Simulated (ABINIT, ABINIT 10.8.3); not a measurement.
# The lattice constant of germanium with LDA and gradient-corrected functionals: a narrow pass for PBEsol in the static comparison

## The measurement

The reference is the cubic lattice parameter of pure germanium, a = 5.6578 Å, used as the germanium end point of Vegard's law in a study of boron-doped silicon–germanium layers ("Tuning superconductivity in nanosecond laser annealed boron doped $Si_{1-x}Ge_{x}$ epilayers", 2024, arXiv:2404.02748). It is a literature value adopted there, with no method stated. A second paper, on gallium-hyperdoped germanium films ("Superconductivity in Substitutional Ga-Hyperdoped Ge Epitaxial Thin Films", 2024, arXiv:2412.15421), quotes 5.657906 Å for the undoped bulk, also from the literature. The two agree far more closely than any functional is likely to resolve, but they may go back to the same original measurement, so we do not count them as independent confirmation. We take both to be room-temperature values for bulk crystals, which is our reading and not a stated condition.

| compared with | measured | source's wording or label | method |
| --- | --- | --- | --- |
| a (Å) | 5.6578 | cubic lattice parameter, literature experimental value | method not stated * |
| a (Å) | 5.65791 | 5.657906 ± 1e-06 A | literature value |

Where a quantity has several values, deviations refer to the one marked *.

Conditions are those given with the value in the passage it was taken from; "not stated" means there, and the paper may say more elsewhere.

## Model and target

We want the cheapest level of theory that gives the lattice constant of germanium within 0.5 % of the reference. Semilocal functionals commonly err by up to one or two per cent in the lattice constants of semiconductors, so this target separates good ones from poor ones. It also lies above the effect of temperature and zero-point motion, which our static calculations omit and which should make the measured cell larger than the static one by roughly 0.2 to 0.3 %, an estimate from general knowledge that we do not compute here.

The model is the perfect diamond-structure crystal with two atoms in the primitive cell. Symmetry fixes the atomic positions, so only a is free. The relaxations start from a diffraction cell with a = 5.658 Å, practically the reference itself; a result near that value therefore means something only if the relaxation has truly found its minimum. We begin with LDA, settle the k mesh and the plane-wave cutoff there, and move to gradient-corrected functionals if LDA falls short.

System: Ge (germanium), diamond cubic; Fd-3m (No. 227), 2 atoms in the primitive cell; the database structure is a diffraction structure: a = 5.658 Å.

## 1. LDA and the k mesh

Germanium has a small gap that LDA tends to close, and near such a closing the occupations around the Fermi level can make the result sensitive to the k mesh. We therefore relax the cell with LDA on 6×6×6, 8×8×8 and 12×12×12 meshes at a cutoff of 20 Ha. With only two atoms, even the densest mesh should be affordable. LDA usually binds too strongly, so we expect a lattice constant somewhat below the measured one.

**Run 1.** ABINIT 10.8.3: LDA, JTH PAW datasets, cell and atoms relaxed from the database structure, cutoff 20 Ha, 6x6x6 k mesh, Gaussian smearing 0.1 eV.

Key lines of the input:
```
# potential files: JTH PAW datasets, made for LDA
ecut 20
pawecutdg 40
ecutsm 0.5
dilatmx 1.06
optcell 2
ionmov 2
ntime 50
ngkpt 6 6 6
shiftk 0.0 0.0 0.0
occopt 7
tsmear 0.1 eV
nband 21
nstep 80
tolvrs 1.0d-10
pseudos "Ge.xml"
ntypat 1
znucl 32
natom 2
typat 1 1
# ... acell, rprim, xred
```

Command:
```
OMP_NUM_THREADS=1 mpirun -n 8 abinit run.abi > run.log
```

Selected lines of the output:
```
            acell      7.5238032320E+00  7.5238032320E+00  7.5238032320E+00 Bohr
```

Converged; 22 s on 8 cores of Intel Xeon at 2.70GHz, shared host.

**Run 2.** ABINIT 10.8.3: LDA, JTH PAW datasets, cell and atoms relaxed from the database structure, cutoff 20 Ha, 8x8x8 k mesh, Gaussian smearing 0.1 eV.

Key lines of the input, as changed from run 1:
```diff
- ngkpt 6 6 6
+ ngkpt 8 8 8
```

Selected lines of the output:
```
            acell      7.5195152003E+00  7.5195152003E+00  7.5195152003E+00 Bohr
```

Converged; 29 s, same machine.

**Run 3.** ABINIT 10.8.3: LDA, JTH PAW datasets, cell and atoms relaxed from the database structure, cutoff 20 Ha, 12x12x12 k mesh, Gaussian smearing 0.1 eV.

Key lines of the input, as changed from run 1:
```diff
- ngkpt 6 6 6
+ ngkpt 12 12 12
```

Selected lines of the output:
```
            acell      7.5184592713E+00  7.5184592713E+00  7.5184592713E+00 Bohr
```

Converged; 54 s on 8 cores of Arm Neoverse V1, shared host.

| quantity | run 1 | run 2 | run 3 | measured |
| --- | --- | --- | --- | --- |
| a (Å) | 5.6306 | 5.6274 | 5.6266 | 5.6578 |
| conventional cell volume (Å³) | 178.51 | 178.20 | 178.13 |  |
| final pressure (GPa) | 0.00084 | −0.00590 | −0.00037 |  |

The mesh decides on which side of the target LDA appears to fall. On 6×6×6 the lattice constant is 5.6306 Å, 0.48 % below the reference and so nominally within 0.5 %. On 8×8×8 it drops to 5.6274 Å and on 12×12×12 to 5.6266 Å, which is 0.55 % too short. The apparent success of the coarsest mesh is a sampling error that happens to offset part of the LDA error. The last refinement changes a by only 0.0008 Å, much less than the first, so 8×8×8 is good enough for comparing settings, though a close call needs the densest mesh.

The sign of the error is the usual one for LDA. The miss is narrow, however, and the plane-wave cutoff has not yet been tested.

## 2. The cutoff under the LDA result

LDA misses the target by about 0.003 Å, an amount that an incomplete basis could supply. We repeat the 8×8×8 relaxation at 14 and 26 Ha, on either side of the 20 Ha used so far. The higher cutoff tests the miss, and the lower one tells whether later runs could be made cheaper. We expect the change from 20 to 26 Ha to be small, since PAW datasets need only moderate cutoffs.

**Run 4.** ABINIT 10.8.3: LDA, JTH PAW datasets, cell and atoms relaxed from the database structure, cutoff 14 Ha, 8x8x8 k mesh, Gaussian smearing 0.1 eV.

Key lines of the input, as changed from run 2:
```diff
- ecut 20
- pawecutdg 40
+ ecut 14
+ pawecutdg 28
```

Selected lines of the output:
```
            acell      7.5274413987E+00  7.5274413987E+00  7.5274413987E+00 Bohr
```

Converged; 25 s on 8 cores of Intel Xeon at 2.70GHz, shared host.

**Run 5.** ABINIT 10.8.3: LDA, JTH PAW datasets, cell and atoms relaxed from the database structure, cutoff 26 Ha, 8x8x8 k mesh, Gaussian smearing 0.1 eV.

Key lines of the input, as changed from run 2:
```diff
- ecut 20
- pawecutdg 40
+ ecut 26
+ pawecutdg 52
```

Selected lines of the output:
```
-Cartesian components of stress tensor (GPa)         [Pressure=  1.3586E-02 GPa]
            acell      7.5181232503E+00  7.5181232503E+00  7.5181232503E+00 Bohr
```

Converged; 31 s on 8 cores of Arm Neoverse V1, shared host.

| quantity | run 4 | run 5 | measured |
| --- | --- | --- | --- |
| a (Å) | 5.6333 | 5.6263 | 5.6578 |
| conventional cell volume (Å³) | 178.77 | 178.11 |  |
| final pressure (GPa) | −0.00100 | 0.01359 |  |

The cutoff does not rescue LDA. Going from 20 to 26 Ha shortens the lattice constant by only about 0.001 Å, to 5.6263 Å, and so moves it slightly further from the reference. The small pressure left at the end of the 26 Ha relaxation would lengthen the cell a little, but by far less than the target requires. At 14 Ha the result is 5.6333 Å, nominally within 0.5 %, but this is the second time that a coarse setting has hidden part of the LDA error. The lower cutoff also saves hardly any time, so we keep 20 Ha.

LDA therefore misses the target, narrowly but on the better converged settings of both tests.

## 3. Two gradient-corrected functionals

The next step up is a gradient correction, which costs little more than LDA in so small a cell. We run PBE, the common general-purpose choice, and PBEsol, whose weaker gradient dependence of exchange is meant for equilibrium properties of solids. We expect PBE to overshoot by more than LDA falls short, and PBEsol to lie between the two. Both runs use 20 Ha and the 8×8×8 mesh, so they can be compared directly with LDA at the same settings.

**Run 6.** ABINIT 10.8.3: PBE, JTH PAW datasets, cell and atoms relaxed from the database structure, cutoff 20 Ha, 8x8x8 k mesh, Gaussian smearing 0.1 eV.

Key lines of the input, as changed from run 2:
```diff
- # potential files: JTH PAW datasets, made for LDA
+ # potential files: JTH PAW datasets, made for PBE
```

Selected lines of the output:
```
            acell      7.7042561808E+00  7.7042561808E+00  7.7042561808E+00 Bohr
```

Converged; 27 s, same machine.

**Run 7.** ABINIT 10.8.3: PBEsol, JTH PAW datasets, cell and atoms relaxed from the database structure, cutoff 20 Ha, 8x8x8 k mesh, Gaussian smearing 0.1 eV; PBE datasets.

Key lines of the input, as changed from run 6:
```diff
+ ixc -116133
```

Selected lines of the output:
```
 At Broyd/MD step   3, gradients are converged :
            acell      7.5895479435E+00  7.5895479435E+00  7.5895479435E+00 Bohr
```

Converged; 33 s on 8 cores of Intel Xeon at 2.70GHz, shared host.

| quantity | run 6 | run 7 | measured |
| --- | --- | --- | --- |
| a (Å) | 5.7656 | 5.6798 | 5.6578 |
| conventional cell volume (Å³) | 191.66 | 183.23 |  |
| final pressure (GPa) | 0.00570 | 0.00456 |  |

PBE overshoots strongly: 5.7656 Å is 1.9 % above the reference, more than three times the LDA error and of opposite sign. PBEsol gives 5.6798 Å, 0.39 % too long, and is the first level to meet the target on settings that we did not have to reject. It lies between LDA and PBE, as we had supposed, and takes about as long as either. The cell moved away from its starting value and ended with converged gradients at a pressure of 0.00456 GPa, so the closeness to the reference is not inherited from the starting structure.

Two reservations remain. The margin to the limit is only about 0.006 Å, and the PBEsol run uses datasets generated with PBE, so the frozen core and the valence electrons are not treated with the same functional. The mesh and cutoff tests were made with LDA and do not strictly carry over.

## 4. Two other corrections to PBE

With so thin a margin, we try two other ways of shortening the PBE cell at similar cost. The Wu–Cohen functional changes the exchange part of PBE and, like PBEsol, is built to recover the slowly varying limit. It should land near PBEsol, and as it uses the same PBE datasets the two can be compared directly. PBE+D3(BJ) keeps PBE and adds a pairwise dispersion attraction. That will contract the cell, but we doubt that it can remove an error of nearly 2 % in a covalent crystal.

**Run 8.** ABINIT 10.8.3: Wu-Cohen GGA, JTH PAW datasets, cell and atoms relaxed from the database structure, cutoff 20 Ha, 8x8x8 k mesh, Gaussian smearing 0.1 eV; PBE datasets.

Key lines of the input, as changed from run 6:
```diff
+ ixc 23
```

Selected lines of the output:
```
            acell      7.5928950406E+00  7.5928950406E+00  7.5928950406E+00 Bohr
```

Converged; 20 s on 8 cores of Arm Neoverse V1, shared host.

**Run 9.** ABINIT 10.8.3: PBE+D3(BJ), JTH PAW datasets, cell and atoms relaxed from the database structure, cutoff 20 Ha, 8x8x8 k mesh, Gaussian smearing 0.1 eV.

Key lines of the input, as changed from run 6:
```diff
+ vdw_xc 7
```

Selected lines of the output:
```
            acell      7.6232784693E+00  7.6232784693E+00  7.6232784693E+00 Bohr
```

Converged; 26 s, same machine.

| quantity | run 8 | run 9 | measured |
| --- | --- | --- | --- |
| a (Å) | 5.6823 | 5.7050 | 5.6578 |
| conventional cell volume (Å³) | 183.47 | 185.68 |  |
| final pressure (GPa) | 0.00922 | 0.00102 |  |

Wu–Cohen gives 5.6823 Å, 0.43 % above the reference and only 0.0025 Å longer than PBEsol. It also meets the target, though by a still smaller margin. The agreement suggests that the result does not hinge on the exact form of PBEsol, though the two functionals are close relatives. It does not test the mesh, the cutoff or the PBE datasets, which the two runs share.

The dispersion term shortens the PBE cell by 0.0606 Å, which removes more than half of the PBE error. That is a larger effect than we had credited it with, but at 5.7050 Å the cell is still about 0.8 % too long, and PBE+D3(BJ) misses the target.

We end the calculations here, with PBEsol the closest to the reference of the levels tried. Its own convergence with mesh and cutoff was not tested, and this has to qualify the verdict.

## Collected results

| run | settings | a (Å) | deviation | cost |
| --- | --- | --- | --- | --- |
| 1 | LDA, 6x6x6 mesh | 5.6306 | −0.0272 (−0.5 %) | 2.9 core-min |
| 2 | LDA, cutoff 20 Ha, 8x8x8 k mesh | 5.6274 | −0.0304 (−0.5 %) | 3.9 core-min |
| 3 | LDA, 12x12x12 mesh | 5.6266 | −0.0312 (−0.6 %) | 7.3 core-min |
| 4 | LDA, cutoff 14 Ha | 5.6333 | −0.0245 (−0.4 %) | 3.4 core-min |
| 5 | LDA, cutoff 26 Ha | 5.6263 | −0.0315 (−0.6 %) | 4.1 core-min |
| 6 | PBE, cutoff 20 Ha, 8x8x8 k mesh | 5.7656 | +0.1078 (+1.9 %) | 3.6 core-min |
| 7 | PBEsol, cutoff 20 Ha, 8x8x8 k mesh, PBE datasets | 5.6798 | +0.0220 (+0.4 %) | 4.4 core-min |
| 8 | Wu-Cohen GGA, PBE datasets | 5.6823 | +0.0245 (+0.4 %) | 2.7 core-min |
| 9 | PBE+D3(BJ), cutoff 20 Ha, 8x8x8 k mesh | 5.7050 | +0.0472 (+0.8 %) | 3.5 core-min |
|  | measured | 5.6578 |  |  |

## Outcome

PBEsol meets the target. Its static lattice constant of 5.6798 Å lies 0.39 % above the reference, at a cost of a few core-minutes. Wu–Cohen also passes, at 0.43 % and similar cost. LDA narrowly misses on its better converged settings, PBE+D3(BJ) misses by more, and PBE is 1.9 % too long.

The pass holds for the comparison we set, a static cell against a measured one that we take to be at room temperature. Thermal and zero-point expansion, roughly 0.2 to 0.3 % by our estimate, would lengthen every computed cell. That would probably carry PBEsol and Wu–Cohen past the limit and bring LDA inside it. The runs therefore do not establish that PBEsol describes the bonding in germanium better than LDA does; the two err in opposite directions, by similar amounts in the static comparison, and with the expansion allowed for LDA would be the closer.

The mesh and cutoff tests mattered most for LDA, because they exposed two apparent successes, on the 6×6×6 mesh and at 14 Ha, as errors of coarse settings. The dispersion correction removed more than half of the PBE error, but these runs cannot tell whether it does so for the right physical reason.

What remains of the PBEsol error is an overestimate that the missing expansion cannot explain, since it has the wrong sign. The functional itself is the likely cause, but the use of PBE datasets may contribute in either direction. We did not test that, nor the convergence of PBEsol with mesh and cutoff. In LDA the last refinements of each moved the lattice constant by only about 0.001 Å, against a PBEsol margin of about 0.006 Å. This is encouraging but no substitute for the same tests with PBEsol, which would have served the verdict better than the dispersion run.

[Logs are printed without paths, hosts, clocks, repeated set-up lines and the standing remarks that a program may print on its own settings, such as how far it seeks lower states.]

[The runs shown are a pick from a larger set of finished runs; failed, doubtful and other runs were left out of it ahead of writing. So were measured values far from every level or from commonly accepted values, and agreement can look better than it is. Lines of input and output are excerpts and may be shortened.]
